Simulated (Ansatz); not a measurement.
Theory: DFT PBE, scalar-relativistic, plane waves, PAW (Ansatz 0.2.0). All cells share a 420 eV cutoff and Γ-centred k meshes spaced at most about 0.3 Å⁻¹ (about 0.25 or finer for metals, 2π included). No spin polarisation in the final relaxations.

Temperature and zero-point effects are left out.

Two relaxed structures of ZnSi2N2:

A. Space group P4_2/mmc (No. 131), tetragonal, a = 5.278 Å, c = 4.143 Å. Zn has 2 Zn at 2.07 Å; Si is surrounded by 2 N at 1.86 Å, 2 N at 2.07 Å and 1 Si at 2.55 Å; N has 2 Si at 1.86 Å and 2 Si at 2.07 Å.

B. Space group P-3m1 (No. 164), trigonal, a = 3.362 Å, c = 6.857 Å. Zn is surrounded by 6 N at 2.22 Å; Si has 1 N at 1.64 Å and 3 Si at 2.40 Å; around N lie 1 Si at 1.64 Å and 3 Zn at 2.22 Å.

Question: Which would you expect to be lower, and how large is the difference?

Answer: A is lower, by 128 meV/atom. A has space group P4_2/mmc (No. 131), 11.5 Å³/atom and no gap on its mesh; B has space group P-3m1 (No. 164), 13.4 Å³/atom and no gap. Counting N atoms around Si and Zn (those within 1.25 times the shortest such distance or 1.15 times the sum of covalent radii; a plus sign parts nearer from farther groups; the shortest distance is added where it is long for a bond), A has Zn 8 from 3.2 Å, Si 2+2 and B has Zn 6, Si 1. A holds Si–Si pairs (shortest 2.55 Å); B holds Si–Si nets (shortest 2.40 Å). The denser one is the lower, and pressure would at first widen the difference. Even the lower one lies +0.21 eV/atom against the reference forms of the elements (uncorrected), so neither is stable at this level. Both come from invented guesses. A third cell relaxed alike, in P-3m1, lies 0.53 eV/atom below the lower of the two.

Cells relaxed within their symmetry can be saddle points.

The ordering most likely reflects Si–N bonding. Each Si in A has four N neighbours, against one in B, and even stretched polar Si–N bonds can outweigh B's more normal Si–Si and Zn–N contacts. A's advantage is therefore not a sign of comfortable bonding: it has no real Zn–N bonds, and its Zn–Zn distance of 2.07 Å is far shorter than in zinc metal or known Zn–Zn bonded molecules. That spacing is half of c, so the Zn chain is probably held compressed by the Si–N framework, which is itself stretched in return, with symmetry blocking other ways out.

In B, three Si–Si bonds and one Si–N bond per Si leave too few electrons to fill the N octets, even with Zn as a divalent donor, which fits the missing gap. The third cell lies below the elements as well as below A, so the order of A and B says nothing about the ground state. Whether that cell would survive against decomposition into silicon nitride, zinc and silicon remains untested.
